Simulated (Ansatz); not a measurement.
**Relative energies of C3H11BO isomers**

2 of its isomers, all singlets with charge 0: A = `C[B-](C)(C)[OH2+]`; B = `C[OH+][BH-](C)C`.

Shapes, held fixed at every level: PBE0-D4/def2-TZVP. Flexible molecules stand in one conformer, not always the lowest. Programs: Ansatz 0.2.0.

Electronic energies in kJ/mol, without zero-point or thermal terms.

```tsv
level	kind	B − A
PBE-D4/def2-TZVPP	GGA	+80.1
r2SCAN-D4/def2-TZVPP	meta-GGA	+82.1
B3LYP-D4/def2-TZVPP	global hybrid	+75.1
wB97M-V/def2-TZVPP	range-separated hybrid	+80.5
MP2/def2-TZVPP	perturbation theory	+84.7
CCSD/def2-SVP	coupled cluster or CI	+74.9
CCSD(T)/def2-TZVPP	coupled cluster or CI	+79.0
CCSD(T)/CBS estimate	coupled cluster or CI	+81.3
```

The highest level, CCSD(T)/CBS estimate, puts A lowest of these. All levels agree on that. The B − A difference spans +74.9 to +84.7 kJ/mol over the levels. The CBS estimate extrapolates MP2 from def2-TZVPP and def2-QZVPP and adds CCSD(T) − MP2 in the triple-zeta set, cores frozen.

The water adduct of trimethylborane (A) lies well below the methanol adduct of dimethylborane (B), by +81.3 kJ/mol at the highest level. Both contain a dative O→B contact, so the gap mainly reflects the covalent bonds around it: going from A to B exchanges a B–C and an O–H bond for a B–H and a C–O bond. The loss of the strong, polar O–H bond is probably the largest contribution. The donor–acceptor interaction should work the other way, since methanol is the better donor and dimethylborane the less crowded, more acidic acceptor, but this evidently offsets only part of the cost.

The preference is far larger than the spread between methods, so the ordering doesn't hinge on the treatment of correlation. In the same basis, MP2 gives +84.7 and CCSD(T) +79.0 kJ/mol, which shows that correlation beyond second order modestly reduces the gap. The isomer energies alone don't establish how strongly either adduct is bound against separation into borane and donor, or whether it would survive loss of methane or hydrogen.
